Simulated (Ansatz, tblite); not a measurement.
**A ladder of methods for GeNH4Cl (SMILES [NH2][GeH2][Cl])**

GeNH4Cl has 7 atoms, charge 0, and is taken as a singlet. SMILES: `[NH2][GeH2][Cl]`. Geometry: relaxed at PBE0-D4/def2-TZVP. This is one conformer, not always the lowest.

```tsv
atom	x (Å)	y (Å)	z (Å)
N	-0.7929	0.5155	-0.7227
Ge	0.5799	0.0033	0.3532
Cl	0.3945	-2.0546	1.0345
H	-1.7009	0.5268	-0.2796
H	-0.8589	0.0147	-1.5977
H	0.5593	0.8649	1.6172
H	1.8802	0.0613	-0.4506
```

Each level gives the vertical ionisation energy (to the doublet cation) (eV). The values are calculated.

```csv
level,kind,program,value (eV),CPU time (all runs)
IPEA1-xTB,semi-empirical,tblite,15.32,under 2 s
PBE/cc-pVDZ,GGA,Ansatz,9.76,36 s
r2SCAN/cc-pVDZ,meta-GGA,Ansatz,9.91,51 s
B3LYP/cc-pVDZ,global hybrid,Ansatz,9.99,30 s
CAM-B3LYP/cc-pVDZ,range-separated hybrid,Ansatz,10.16,31 s
B2PLYP/cc-pVDZ,double hybrid,Ansatz,10.05,35 s
RPA@PBE/cc-pVDZ,RPA,Ansatz,9.60,59 s
MP2/cc-pVDZ,perturbation theory,Ansatz,10.20,18 s
BCCD(T)/cc-pVDZ,coupled cluster or CI,Ansatz,9.95,1.7 min
```

All-electron rows without a relativistic Hamiltonian named are non-relativistic. The values span 9.60 to 15.32 eV. The xTB values lack the empirical shift that such differences need. In the correlated wave-function rows the outer d shell of Ge is correlated, in sets not made for it. CPU times are rough (shared hosts, several kinds of processor and program).

Apart from the semi-empirical outlier, the methods place the vertical ionisation energy near 10 eV. The electron removed probably comes mainly from the nitrogen lone pair, with some chlorine lone-pair character: nitrogen is less electronegative than chlorine and holds its non-bonding electrons less tightly. The electron-withdrawing chlorine on germanium should stabilise that lone pair relative to the one in the unchlorinated aminogermane.

Against the coupled-cluster value of 9.95 eV, r2SCAN and B3LYP agree most closely, while RPA is clearly low and MP2 high. Cost and category are therefore poor guides to accuracy here, and the MP2 excess probably reflects an uneven second-order description of correlation in the neutral molecule and the cation.

Because losing a lone-pair electron favours a flatter nitrogen centre, the adiabatic ionisation energy should lie below the vertical one. The close agreement among several methods doesn't establish absolute accuracy, since a double-zeta basis without diffuse functions usually recovers too little of the differential correlation and so tends to underestimate ionisation energies.
